**Levels of theory for K-M2 and L3-M1 X-ray lines in 3d and 5d atoms**

The table holds K-M2 and L3-M1 line energies of free neutral 3d and 5d atoms from Dirac-Fock ΔSCF (configuration average, Breit and QED, no correlation), beside tabulated lines of the elements in their standard state. The program fits Moseley's law and a screened Dirac formula, each with one screening constant per series, and sizes the step from frozen orbitals to the final lines for Mn, Hf and Ir. Moseley's screening constant for K-M2 turns negative in 5d while the Dirac one stays near 2.4, and neither formula carries over from 3d to 5d. Relaxation dominates the K-hole correction in Mn, Breit and QED in Hf. All computed lines lie 0.3 to 14 eV below the tabulated ones, and cubic fits in Z place the row-to-row roughness in the tabulated column.

X-ray line energies of free neutral atoms, computed with Radial Dirac-Fock and Kohn-Sham solver 2 as differences of single-hole energies. The level is Dirac-Fock ΔSCF for the average of configuration, with a finite nucleus, first-order frequency-dependent Breit interaction, self-energy and vacuum polarisation, and without correlation.

## Program and output

```python
# Table: K-M2 and L3-M1 X-ray line energies (eV) of free 3d and 5d atoms, radial Dirac-Fock solver, Delta-SCF,
# configuration average, Breit and QED, no correlation; with tabulated lines. Tested: Moseley and screened
# Dirac formulas, sizes of the steps between levels, and the remainder against the tabulated lines.
T = {
    'ion': ['Sc', 'Ti', 'V', 'Mn', 'Fe', 'Co', 'Ni', 'Zn', 'Lu', 'Hf', 'Ta', 'W', 'Re', 'Os', 'Ir', 'Pt', 'Au', 'Hg'],
    'Z': [21, 22, 23, 25, 26, 27, 28, 30, 71, 72, 73, 74, 75, 76, 77, 78, 79, 80],
    'configuration': ['[Ar] 3d1 4s2', '[Ar] 3d2 4s2', '[Ar] 3d3 4s2', '[Ar] 3d5 4s2', '[Ar] 3d6 4s2', '[Ar] 3d7 4s2', '[Ar] 3d8 4s2', '[Ar] 3d10 4s2', '[Xe] 4f14 5d1 6s2', '[Xe] 4f14 5d2 6s2', '[Xe] 4f14 5d3 6s2', '[Xe] 4f14 5d4 6s2', '[Xe] 4f14 5d5 6s2', '[Xe] 4f14 5d6 6s2', '[Xe] 4f14 5d7 6s2', '[Xe] 4f14 5d9 6s1', '[Xe] 4f14 5d10 6s1', '[Xe] 4f14 5d10 6s2'],
    'line_energy_K_M2': [4460.2, 4930.7, 5425.1, 6486.4, 7053.4, 7644.8, 8260.8, 9566.5, 61042.5, 62971.7, 64938.3, 66943.2, 68987.2, 71070.3, 73194.2, 75358.8, 77565.0, 79813.2],  # eV
    'tabulated_line_energy_K_M2': [4460.5, 4931.8, 5427.3, 6490.4, 7058.0, 7649.4, 8264.7, 9572.0, 61050.3, 62985.4, 64947.7, 66950.1, 68994.8, 71078.6, 73202.3, 75367.8, 77577.1, 79823.8],  # eV
    'line_energy_K_M2_vs_tabulated_line_energy_K_M2': [-0.3, -1.1, -2.2, -4.0, -4.6, -4.6, -3.9, -5.5, -7.8, -13.7, -9.4, -6.9, -7.6, -8.3, -8.1, -9.0, -12.1, -10.6],  # eV
    'line_energy_L3_M1': [343.6, 391.7, 442.6, 552.9, 612.4, 674.7, 739.8, 878.6, 6746.2, 6954.7, 7165.9, 7379.7, 7595.9, 7814.7, 8035.9, 8259.5, 8485.5, 8713.7],  # eV
    'tabulated_line_energy_L3_M1': [348.4, 395.2, 446.4, 556.4, 615.2, 677.9, 742.9, 883.8, 6752.9, 6959.8, 7173.1, 7387.2, 7603.6, 7822.4, 8041.5, 8266.2, 8493.8, 8722.3],  # eV
    'line_energy_L3_M1_vs_tabulated_line_energy_L3_M1': [-4.82, -3.53, -3.81, -3.45, -2.81, -3.23, -3.1, -5.22, -6.7, -5.1, -7.2, -7.5, -7.7, -7.7, -5.6, -6.7, -8.3, -8.6],  # eV
}
import numpy as np
from scipy.constants import alpha, physical_constants as pc
from scipy.optimize import brentq, least_squares
Ry = pc['Rydberg constant times hc in eV'][0]; mc2 = pc['electron mass energy equivalent in MeV'][0]*1e6
ion = np.array(T['ion']); Z = np.array(T['Z'], float); ix = {s: i for i, s in enumerate(T['ion'])}
def dirac(z, n, k): return mc2*(1-1/np.sqrt(1+(z*alpha/(n-k+np.sqrt(k*k-(z*alpha)**2)))**2))
Q = {'K-M2': (1, 1, 3, 1), 'L3-M1': (2, 2, 3, 1)}  # n and |kappa| of the two holes
def mos(z, L): return Ry*z**2*(1/Q[L][0]**2-1/Q[L][2]**2)
def dil(z, L): return dirac(z, Q[L][0], Q[L][1])-dirac(z, Q[L][2], Q[L][3])
C, R, D, S = {}, {}, {}, {}
for L in Q:
    k = 'line_energy_'+L.replace('-', '_')
    C[L], R[L], D[L] = (np.array(T[c], float) for c in (k, 'tabulated_'+k, k+'_vs_tabulated_'+k))
    for f in (mos, dil): S[L, f] = np.array([z-brentq(lambda x: f(x, L)-e, 5, 120) for z, e in zip(Z, C[L])])
print('row | sigma Moseley, Dirac: K-M2 ; L3-M1 | computed less tabulated (ppm): K-M2, L3-M1')
for i, s in enumerate(ion):
    print(f"{s} | {S['K-M2',mos][i]:.2f} {S['K-M2',dil][i]:.2f} ; {S['L3-M1',mos][i]:.2f} {S['L3-M1',dil][i]:.2f} | "
          f"{1e6*D['K-M2'][i]/R['K-M2'][i]:.0f} {1e6*D['L3-M1'][i]/R['L3-M1'][i]:.0f}")
ser = {'3d': Z < 40, '5d': Z > 40}; rms = lambda r: np.sqrt(np.mean(r**2))
def w(r, m): j = np.argmax(abs(r)); return f"{ion[m][j]} {r[j]:+.1f}"
for L in Q:
    sg = {}
    for n, m in ser.items():
        out = []
        for nm, f in (('Moseley', mos), ('Dirac', dil)):
            o = least_squares(lambda p: f(Z[m]-p[0], L)-C[L][m], [3.0]); sg[n, f] = o.x[0]
            out.append(f"{nm} sigma {o.x[0]:.2f} rms {rms(o.fun):.1f} worst {w(o.fun, m)}")
        print(f"{L} {n} fit to computed (eV): "+'; '.join(out))
    m = ser['5d']; e = [f(Z[m]-sg['3d', f], L)-C[L][m] for f in (mos, dil)]
    print(f"{L} 3d sigma used for 5d, error Lu to Hg (eV): Moseley {e[0][0]:+.0f} to {e[0][-1]:+.0f}, Dirac {e[1][0]:+.0f} to {e[1][-1]:+.0f}")
for L in Q:
    for n, m in ser.items():
        d = D[L][m]; st = np.diff(C[L][m])/np.diff(Z[m]); x = Z[m]-Z[m].mean()
        print(f"{L} {n} difference (eV): mean {d.mean():.1f}, scatter {d.std():.1f}, worst {w(d, m)}, "
              f"slope {np.polyfit(x, d, 1)[0]:+.2f}/Z; spacing {st.min():.0f} to {st.max():.0f}/Z")
        rc, rr = (y[m]-np.polyval(np.polyfit(x, y[m], 3), x) for y in (C[L], R[L]))
        print(f"   off a cubic in Z (eV): computed rms {rms(rc):.2f} worst {w(rc, m)}; tabulated rms {rms(rr):.2f} worst {w(rr, m)}")
print(f"rounding of lines to 0.1 eV gives rms {0.1/np.sqrt(12):.2f} eV")
# further outputs of the same runs (eV): (frozen-orbital, final) hole energies
H = {'Hf': {'K': (65754.1, 65346.6), 'M2': (2414.7, 2375.0), 'L3': (9647.2, 9566.8), 'M1': (2651.4, 2612.1)},
     'Ir': {'K': (76609.9, 76118.1), 'M2': (2967.0, 2923.9), 'L3': (11315.5, 11226.5), 'M1': (3233.3, 3190.6)}}
for s, h in H.items():
    for L in Q:
        a, b = (h[x] for x in L.split('-')); fr = a[0]-b[0]; i = ix[s]
        assert abs(a[1]-b[1]-C[L][i]) < 0.2
        print(f"{s} {L} frozen orbitals {fr:.1f} eV, {fr-R[L][i]:+.1f} from tabulated; step to final {C[L][i]-fr:+.1f} "
              f"(holes {a[1]-a[0]:+.1f}, {b[1]-b[0]:+.1f})")
# same runs: K relaxation Hf, Mn; Mn K and L3 (frozen, final, relaxation); K-hole parts of the 3d rows; K Gaunt of Hg
t = H['Hf']['K'][1]-H['Hf']['K'][0]; rH = -88.845
K = (6602.5, 6550.5, -42.0515); L3 = (675.016, 653.808, -20.7546)
print(f"Hf K hole (eV): total {t:.1f}, relaxation {rH:.1f} ({100*rH/t:.0f}%), Breit+QED {t-rH:.1f}")
t = K[1]-K[0]; print(f"Mn K hole (eV): total {t:.1f}, relaxation {K[2]:.1f} ({100*K[2]/t:.0f}%), Breit+QED {t-K[2]:.1f}")
t -= L3[1]-L3[0]; print(f"Mn K-L3 line (eV): total {t:.1f}, relaxation {K[2]-L3[2]:.1f}, Breit+QED {t-K[2]+L3[2]:.1f}")
rel = [35.5592, 37.2257, 38.8452, 42.0515, 43.6556, 45.2646, 46.8799, 50.1314]
gau = [4.10703, 4.78785, 5.53965, 7.27119, 8.25834, 9.33134, 10.4939, 13.1028]
se = [1.86238, 2.19303, 2.56254, 3.42811, 3.92919, 4.47921, 5.08079, 6.44927]
p = [np.polyfit(np.log(Z[ser['3d']]), np.log(y), 1)[0] for y in (rel, gau, se)]
print(f"K-hole exponents in Z, Sc to Zn: relaxation {p[0]:.2f}, Gaunt {p[1]:.2f}, self-energy {p[2]:.2f}")
print(f"from Zn: Gaunt to Hg {np.log(327.789/gau[-1])/np.log(80/30):.2f}, relaxation to Hf {np.log(-rH/rel[-1])/np.log(72/30):.2f}")
assert all((D[L] < 0).all() for L in Q)
assert S['K-M2', mos][-1] < 0 < S['K-M2', dil][-1]
assert 3 < p[1] < 3.6 and 3 < p[2] < 4 and p[0] < 1.5
```

Running it gives:

```
row | sigma Moseley, Dirac: K-M2 ; L3-M1 | computed less tabulated (ppm): K-M2, L3-M1
Sc | 1.80 1.84 ; 7.52 7.51 | -67 -13835
Ti | 1.81 1.86 ; 7.60 7.60 | -223 -8932
V | 1.82 1.88 ; 7.70 7.69 | -405 -8535
Mn | 1.84 1.92 ; 7.89 7.88 | -616 -6201
Fe | 1.85 1.94 ; 8.00 7.98 | -652 -4568
Co | 1.86 1.96 ; 8.10 8.09 | -601 -4765
Ni | 1.86 1.98 ; 8.21 8.20 | -472 -4173
Zn | 1.88 2.02 ; 8.44 8.41 | -575 -5906
Lu | -0.04 2.39 ; 11.25 10.63 | -128 -992
Hf | -0.16 2.39 ; 11.33 10.68 | -218 -733
Ta | -0.28 2.39 ; 11.42 10.73 | -145 -1004
W | -0.40 2.40 ; 11.51 10.78 | -103 -1015
Re | -0.53 2.40 ; 11.60 10.83 | -110 -1013
Os | -0.66 2.40 ; 11.69 10.89 | -117 -984
Ir | -0.80 2.41 ; 11.79 10.94 | -111 -696
Pt | -0.94 2.41 ; 11.89 11.00 | -119 -811
Au | -1.08 2.41 ; 11.99 11.05 | -156 -977
Hg | -1.24 2.42 ; 12.09 11.11 | -133 -986
K-M2 3d fit to computed (eV): Moseley sigma 1.85 rms 14.3 worst Sc -23.0; Dirac sigma 1.94 rms 33.0 worst Zn +55.5
K-M2 5d fit to computed (eV): Moseley sigma -0.64 rms 701.7 worst Hg -1165.6; Dirac sigma 2.40 rms 21.2 worst Lu -33.4
K-M2 3d sigma used for 5d, error Lu to Hg (eV): Moseley -3205 to -5942, Dirac +852 to +1084
L3-M1 3d fit to computed (eV): Moseley sigma 8.03 rms 19.3 worst Zn +33.6; Dirac sigma 8.01 rms 18.9 worst Zn +32.8
L3-M1 5d fit to computed (eV): Moseley sigma 11.68 rms 65.0 worst Hg +106.6; Dirac sigma 10.87 rms 35.5 worst Hg +57.5
L3-M1 3d sigma used for 5d, error Lu to Hg (eV): Moseley +747 to +1075, Dirac +581 to +768
K-M2 3d difference (eV): mean -3.3, scatter 1.7, worst Zn -5.5, slope -0.56/Z; spacing 470 to 653/Z
   off a cubic in Z (eV): computed rms 0.02 worst Ni +0.0; tabulated rms 0.37 worst Ni -0.7
K-M2 5d difference (eV): mean -9.3, scatter 2.1, worst Hf -13.7, slope -0.10/Z; spacing 1929 to 2248/Z
   off a cubic in Z (eV): computed rms 0.09 worst Os -0.2; tabulated rms 1.79 worst Hf +4.1
L3-M1 3d difference (eV): mean -3.7, scatter 0.8, worst Zn -5.2, slope +0.00/Z; spacing 48 to 69/Z
   off a cubic in Z (eV): computed rms 0.02 worst Mn -0.0; tabulated rms 0.30 worst Ti -0.6
L3-M1 5d difference (eV): mean -7.1, scatter 1.1, worst Hg -8.6, slope -0.19/Z; spacing 208 to 228/Z
   off a cubic in Z (eV): computed rms 0.03 worst W +0.1; tabulated rms 0.83 worst Hf -1.6
rounding of lines to 0.1 eV gives rms 0.03 eV
Hf K-M2 frozen orbitals 63339.4 eV, +354.0 from tabulated; step to final -367.7 (holes -407.5, -39.7)
Hf L3-M1 frozen orbitals 6995.8 eV, +36.0 from tabulated; step to final -41.1 (holes -80.4, -39.3)
Ir K-M2 frozen orbitals 73642.9 eV, +440.6 from tabulated; step to final -448.7 (holes -491.8, -43.1)
Ir L3-M1 frozen orbitals 8082.2 eV, +40.7 from tabulated; step to final -46.3 (holes -89.0, -42.7)
Hf K hole (eV): total -407.5, relaxation -88.8 (22%), Breit+QED -318.7
Mn K hole (eV): total -52.0, relaxation -42.1 (81%), Breit+QED -9.9
Mn K-L3 line (eV): total -30.8, relaxation -21.3, Breit+QED -9.5
K-hole exponents in Z, Sc to Zn: relaxation 0.96, Gaunt 3.25, self-energy 3.48
from Zn: Gaunt to Hg 3.28, relaxation to Hf 0.65
```
